**Question**

The table lists magnetic-dipole (M1) lines of the free ion Dy²⁺ from a relativistic CI calculation, in order of falling wavelength. A level is written as configuration and leading term, so 5I7 stands for $^5I_7$ ($2S+1=5$, $L=6$, $J=7$), and a small o marks odd parity. The line Einstein A is the spontaneous rate $A$; the line branching is the share of that line in all computed decays of the upper level.

Dy2+ lines from radial Dirac CI 1: relativistic CI with Dirac orbitals in exchange-only KLI potentials, Breit and QED terms, valence Slater integrals scaled by 0.85 and a P86 correlation estimate. The configurations are 4f10 5p6, 4f9 5p6 6s, 4f9 5p6 6p, 4f9 5p6 7s and 4f12 5p4. Wavelengths are for vacuum; branching counts E1, M1 and E2 decays within these configurations.

```
     line upper       line lower  line type  line wavelength (nm)  line einstein a (s⁻¹)  line branching (%)
4f9 5p6 6s 7Fo1  4f9 5p6 6s 7Fo2         M1                 16849                0.03872                 2.3
4f9 5p6 6s 7Ho2  4f9 5p6 6s 7Ho3         M1                 11895                0.08862                99.5
   4f10 5p6 5F1     4f10 5p6 5F2         M1                9612.6                0.07478                13.9
4f9 5p6 6s 7Fo2  4f9 5p6 6s 7Fo3         M1                9483.3                 0.1661                 3.7
4f9 5p6 6s 7Fo3  4f9 5p6 6s 7Fo4         M1                6222.3                 0.4277                 6.8
   4f10 5p6 5F3     4f10 5p6 5F4         M1                6047.8                 0.2878                67.8
   4f10 5p6 5I4     4f10 5p6 5I5         M1                5817.3                 0.3582                 100
   4f10 5p6 5F3     4f10 5p6 5S2         M1                4798.8                0.04732                11.1
   4f10 5p6 5I5     4f10 5p6 5I6         M1                4580.9                 0.8928                 100
   4f10 5p6 5F2     4f10 5p6 5S2         M1                4272.1                 0.2272                93.9
   4f10 5p6 5F4     4f10 5p6 5F5         M1                3651.0                 0.6650                94.9
   4f10 5p6 5I6     4f10 5p6 5I7         M1                3382.0                  1.919                 100
   4f10 5p6 3L7     4f10 5p6 3L8         M1                3191.3                 0.7290                 2.1
   4f10 5p6 3M9     4f10 5p6 1L8         M1                3110.7                 0.2332                 5.9
   4f10 5p6 5F1     4f10 5p6 5S2         M1                2957.6                 0.4169                77.3
   4f10 5p6 3K7     4f10 5p6 3K8         M1                2505.9                  1.525                 3.5
   4f10 5p6 3M9    4f10 5p6 3M10         M1                2415.6                  1.705                43.3
   4f10 5p6 5I7     4f10 5p6 5I8         M1                2391.0                  3.251                 100
   4f10 5p6 3L8     4f10 5p6 3L9         M1                2321.2                  1.807                 3.4
   4f10 5p6 5F5     4f10 5p6 5I4         M1                2306.1                0.01500                 2.7
4f9 5p6 6s 7Fo6  4f9 5p6 6s 7Ho7         M1                2129.6                 0.2359                 4.5
   4f10 5p6 3M8     4f10 5p6 3M9         M1                2109.2                  2.254                 8.6
  4f10 5p6 3M10     4f10 5p6 3L9         M1                1964.9                 0.2725                99.9
```

The rate of an M1 line is

$$A=\frac{16\pi^3\mu_0\mu_B^2}{3h}\,\frac{\mathcal S}{\lambda^3 g}=2.697\times10^{-11}\ \mathrm{s^{-1}}\,\frac{\sigma^3\mathcal S}{g},$$

where $\sigma=1/\lambda$ is in cm⁻¹, $g=2J+1$ belongs to the upper level and $\mathcal S$ is the line strength in units of $\mu_B^2$.

(a) Derive $\mathcal S$ for pure $LS$ coupling, estimate the rate of 5I7→5I8 and compare it with the table.

(b) Explain why $A$ grows from the first row to 5I7→5I8 by less than $\lambda^{-3}$ does, and what sets the wavelengths of the four 5I lines.

(c) Explain why 5F1→5S2 and 5F5→5I4 occur at all, why the first is faster than 5F1→5F2, and why the second is the slowest line of the table.

(d) Explain the branching of 5I7→5I8 and of 3K7→3K8, and say how far each can be trusted.

(e) Predict how the 5I lines change in the isoelectronic ion Ho³⁺ and in a 4f⁴ ion.

**Model answer**

(a) The magnetic moment is $-\mu_B(\mathbf L+g_s\mathbf S)=-\mu_B[\mathbf J+(g_s-1)\mathbf S]$ with $g_s\approx2.002$. The operator $\mathbf J$ cannot change $J$ or anything else about a level, so a line from $J$ to $J-1$ is carried by $\mathbf S$ alone. The spin operator has no radial part and leaves $L$, $S$ and the configuration unchanged, so in pure $LS$ coupling M1 lines run only inside one term. Recoupling the reduced matrix element of $\mathbf S$ from the $LS$ to the $J$ basis gives a $6j$ symbol with a closed form, and with $J$ the larger of the two values

$$\mathcal S_{LS}=(g_s-1)^2\,\frac{[J^2-(L-S)^2]\,[(L+S+1)^2-J^2]}{4J}.$$

The two brackets vanish at $J=|L-S|$ and $J=L+S+1$, just outside the ladder of allowed steps, so the strength is largest in the middle of a multiplet.

For 5I7→5I8, $L=6$, $S=2$ and $J=8$ give $(64-16)(81-64)/32=25.5$, and the factor $(g_s-1)^2=1.005$ raises this to 25.62. The wavelength 2391.0 nm gives $\sigma=4182.4$ cm⁻¹ and $\sigma^3=7.316\times10^{10}$, so the prefactor is $2.697\times10^{-11}\times7.316\times10^{10}=1.973$ s⁻¹. With $g=15$ the estimate is $A=1.973\times25.62/15=3.37$ s⁻¹, which is 3.7 % above the tabulated 3.251 s⁻¹. Nothing is fitted in this estimate; only the wavelength is taken from the table.

This is the best row. Inverting the rate formula for all 16 lines whose two levels carry the same term gives $\mathcal S/\mathcal S_{LS}$ below one in every case, from 0.965 for the worked line down to 0.61 for 5F1→5F2, with a mean of 0.855. The rounding of the table fixes $\mathcal S$ to 0.04 % or better, so these shortfalls belong to the calculation. The angular formula still carries most of the variation. The standard deviation of $\ln\mathcal S$ over the 16 lines is 0.43 about a constant and 0.12 about $\mathcal S_{LS}$ times one common factor. That factor, 0.85, is the geometric mean of the 16 ratios, the worked line among them, and stands for no more than an average loss.

The loss follows the purity of the levels. The same calculation gives the leading term a weight of 97 % in 5I7 and 94 % in 5I8, but 77 % in 5F1 and 58 % in 5F2. For the nine in-term lines between low levels whose weights were used, the ratio correlates with the product of the two weights with a coefficient of 0.92. The product itself overcorrects in all nine, the computed strength being 1.01 to 1.60 times $\mathcal S_{LS}$ times the product. Theory gives the reason: the minor components of the two levels often belong to common terms and carry M1 amplitude of their own.

*Remark.* The factor $\lambda^{-3}$ is built into the calculation, and recovering it earns no credit. The content of the comparison lies in $\mathcal S$.

(b) From 7Fo1→7Fo2 to 5I7→5I8 the rate grows by a factor 84. This splits exactly into 350 from $\lambda^{-3}$, 1.2 from $\mathcal S$ and 0.2 from $1/g$, since $g$ rises from 3 to 15. Inside the 5I multiplet the same holds on a smaller scale: from 5I4→5I5 to 5I7→5I8 the factor 9.08 is $14.4\times1.05\times0.6$. The wavelength drives the trend, the degeneracy brakes it, and the strength of in-term lines, lying between 7.4 and 35.8, adds scatter.

The brake has a physical origin. First-order spin-orbit coupling spaces the levels of a term by the Landé rule, $\sigma\propto J$, and $g$ also grows nearly as $J$. Wide intervals therefore tend to come with large $g$, and $\sigma^3/g$ runs roughly as $\sigma^2$. A least-squares line of $\ln A$ against $\ln\lambda$ over the 16 in-term rows has slope −1.99; since it pools several terms, its closeness to −2 is partly luck; within 5I alone, where the rule fails (below), the factor 9.08 over a wavelength ratio of 2.43 amounts to a slope near −2.5. The same fit applied to $Ag/\mathcal S_{LS}$ gives −3.00, which says only that the shortfall of part (a) does not drift with wavelength. Over all 23 rows the slope flattens to −1.21, because the seven weak lines between different terms all lie below 4800 nm.

For the Hund term of a shell more than half full the multiplet is inverted, with the largest $J$ lowest, and the interval from $J$ to $J-1$ is $J\zeta/2S$. The calculation gives $\zeta_{4f}=1801$ cm⁻¹, so $\sigma/J$ should be constant at $\zeta/4=450$ cm⁻¹. The table gives 523, 422, 364 and 344 cm⁻¹ for $J=8,7,6,5$. Relative to the computed intervals the rule is 14 % low for the first and 31 % high for the last, while the total width of the multiplet comes out at 11706 against 11041 cm⁻¹, only 6 % high. Taking out the Breit and QED shares of the level energies leaves 545, 433, 367 and 349 cm⁻¹, so these terms do not cause the failure. The standard cause is second-order spin-orbit coupling to higher triplets of the same $J$, which pushes each 5I level down by a different amount. The weights fit this reading: 5I8 (94 %) is less pure than 5I7 (97 %), which widens their gap, and 5I5 and 5I4 (92 and 91 %) are less pure than 5I6 (96 %), which pulls the top of the multiplet down. Weights indicate the direction of the shifts without fixing their size.

*Remark.* These wavelengths are splittings within one term, so a misplacement of the whole configuration largely cancels. An error in the fine structure does not cancel, and each per cent in $\sigma$ is three per cent in $A$. The calculation is known to underestimate the fine structure of weakly bound f electrons; the 4f shell here is compact, with a mean radius of 0.86 bohr, but the warning covers every row. Agreement with measured levels would be no blind test, as the scaling of the Slater integrals was chosen on such levels.

(c) Both lines change $L$ by three and are forbidden between pure terms. All seven lines between different terms have $\mathcal S$ between 0.075 and 4.94, below the weakest in-term strength. They exist because a label names only the leading term: a line borrows strength from whatever term its two levels share.

5F1→5S2 has $\mathcal S=1.20$ against 7.39 for 5F1→5F2, a ratio of 0.162. Its interval is 3381 cm⁻¹ against 1040 cm⁻¹, and the cube of that ratio is 34.3, so the borrowed line is 5.6 times the faster and takes 77.3 % of the decays against 13.9 %. Part of the strength that the in-term line lacks reappears here: the two add up to 8.59, against $12.06\times0.77\approx9.3$ for the 5F part of 5F1 decaying to a pure 5F2.

A two-level picture makes this quantitative. Let the levels labelled 5S2 and 5F2 be orthogonal mixtures of the pure states with a share $b^2$ exchanged. From 5F1 the share of 5F in the 5S2 level is $1.200/(12.06\times0.77)=0.13$, and the same step from 5F3 gives 0.08. The $\Delta J=0$ line 5F2→5S2 gives a third estimate. Within each pure state the moment acts as $g_J\mathbf J$, so orthogonality leaves $\mathcal S=J(J+1)(2J+1)\,(\Delta g_J)^2\,b^2(1-b^2)$. With $J=2$ and $\Delta g_J=g_s-1$ (pure values $g_s$ and 1), $b^2(1-b^2)=3.284/(30\times1.005)=0.109$ and $b^2=0.12$. The three estimates lie near a tenth, but the agreement should not be read as the true share: each credits the whole amplitude to one exchanged component, while the $^3D$ parts that these levels have in common carry amplitude too. The 5F share of the 5S2 level can therefore be smaller, and it need not equal the 5S share of the 5F2 level.

The picture fails as a description of the states. It would leave both levels 88 % pure, where the calculation has 67 % and 58 %, and it predicts Landé factors of 1.878 and 1.125 against the computed 1.760 and 1.192. The two factors sum to 3.00 in the picture and to 2.95 in the calculation, so other terms are present. Theory requires them: spin-orbit coupling changes $L$ by at most one, and 4f¹⁰ has the quintets S, D, F, G and I only, so the path from $^5S_2$ to $^5F_2$ takes three steps, through $^3P_2$ and then $^5D_2$ or $^3D_2$. So indirect a coupling matters because the two levels lie only 2341 cm⁻¹ apart, a gap of the order of $\zeta$. That gap depends on the scaled Slater integrals, which makes borrowed strengths more sensitive to the settings than in-term ones.

5F5→5I4 has nearly the wavelength of 3L8→3L9, yet its rate is 0.0083 of it, because $\mathcal S$ is only 0.075. The level 5F5 is far from pure (77 %), so impurity alone does not make a line strong; the two levels must share a term that has both $J=5$ and $J=4$. In first order $^5F_5$ mixes with $^5G_5$ and $^3G_5$, and $^5I_4$ with $^3H_4$, so no term is common until a further order. The same-$J$ partners are also more distant, 5F5 lying $15378-9322\approx6060$ cm⁻¹ above 5I5. This argues for a small strength; the likely carrier is a trace of $^5I_5$ in 5F5, reached through $^3G_5$ and $^3H_5$ and partly cancelled by shared $^3H$ and $^3G$ components, which the printed leading weights cannot confirm.

Of the remaining lines, two differ by one unit of $L$, can mix in first order, and pair up with depleted in-term lines. 3M9→1L8 is the strongest borrowed line, and its 4.94 added to the 13.33 of 3M8→3M9 (the second-worst in-term row, at 0.70 of $\mathcal S_{LS}$) gives 18.27 of the pure 18.98. Likewise 3M10→3L9 and 3M9→3M10 add to $1.61+16.93=18.54$ of 18.99. Both sums are what sharing of $^3M$ character between neighbouring levels would give. The second is a closed rule within 4f¹⁰: only $^3L$ and $^3M$ reach $J=9$, and the other $J=10$ term, $^1N$, has no M1 step to them, so the sum measures the $^3M$ weight of 3M10, about 98 %. In the first, other $J=8$ levels may take a little more. 7Fo6→7Ho7 changes $L$ by two, but the pure $^7H$ step from $J=6$ to 7 has $(49-4)(81-49)/28\approx51$, so an admixture of a few per cent accounts for $\mathcal S=1.10$.

*Remark.* A large rate does not show that a line is allowed in $LS$ coupling; that is judged from $Ag\lambda^3$.

(d) Branching is $A$ divided by the total decay rate of the upper level, so it is settled by the competing channels. 5I7 is the first excited level and has only 5I8 below it; its computed lifetime of 0.3076 s is $1/A$. For the higher 5I levels, M1 allows steps of at most one in $J$, electric-quadrupole decay within the compact 4f shell is too slow to show in the printed 100 %, and the odd levels beneath 5I5 and 5I4 have $J=8$ or 7, out of reach of E1. The 100 % counts decays inside the model space.

3K7→3K8 has an ordinary strength, 0.89 of $\mathcal S_{LS}$, and a branching of 3.5 %. The same calculation gives an E1 decay of 3K7 to 4f⁹6s 5Ho7 at 22.3 s⁻¹, 14.6 times the M1 rate. This channel is fragile on two counts. A 4f→6s jump changes $l$ by three, so its rate comes from configuration mixing, such as a little 4f⁹6p in the 4f¹⁰ level, and the model omits 4f⁹5d, which is known to lie below 4f⁹6s in this ion and would add direct 4f–5d strength. Second, configurations of different f count can be misplaced by more than 20,000 cm⁻¹. The computed ionisation energy is 20.56 eV against the 22.89 eV tabulated with the run, a deficit of about 18,800 cm⁻¹, and Dy³⁺ is 4f⁹, which suggests that 4f⁹6s lies too low. If 5Ho7 were raised by the whole deficit it would stand near 29,600 cm⁻¹, above 3K7 at 21789 cm⁻¹, and the channel would close. The size of that shift is a guess. Closing this channel would not make the listed line dominant: the E1 line is 51.4 % of the decays, so without it the branching rises only to about 7 %. The remainder may include further E1 lines to 4f⁹6s, but also M1 lines borrowed down to the 5I levels, where a small strength is multiplied by the cube of an interval that, for 5I7, is more than four times the 3991 cm⁻¹ of the listed line.

The same doubt covers the odd rows in both directions. 7Fo6 decays by E1 to 5I7 some 21 times faster than by the listed M1 line, whereas 7Ho2→7Ho3 keeps 99.5 % because 5S2 is the only even level of suitable $J$ below it, a situation that would end if 4f⁹6s moved above the 5F levels. The 93.9 % of 5F2→5S2 has an internal cause: the in-term step to 5F3 spans only $20027-19770=257$ cm⁻¹.

(e) $\mathcal S_{LS}$ contains no radial quantity, so the four 5I strengths, about 25, 38, 38 and 26 from $J=4\leftrightarrow5$ upward, carry over to both cases, reduced by some per cent through mixing. In Ho³⁺ the higher nuclear charge raises $\zeta$, the wavelengths shorten roughly as $1/\zeta$ and the rates rise roughly as $\zeta^3$, 5I7→5I8 somewhat more and the three upper lines less, because the second-order shifts of part (b) grow faster than $\zeta$. In a 4f⁴ lanthanide ion of similar charge the multiplet is regular, with $J=4$ lowest, and $\zeta$ is smaller, so the lines move to longer wavelengths and are much slower. The upper level of each pair is then the one of larger $J$, so for the step between $J=8$ and 7 the divisor $g$ is 17 where Dy²⁺ has 15.
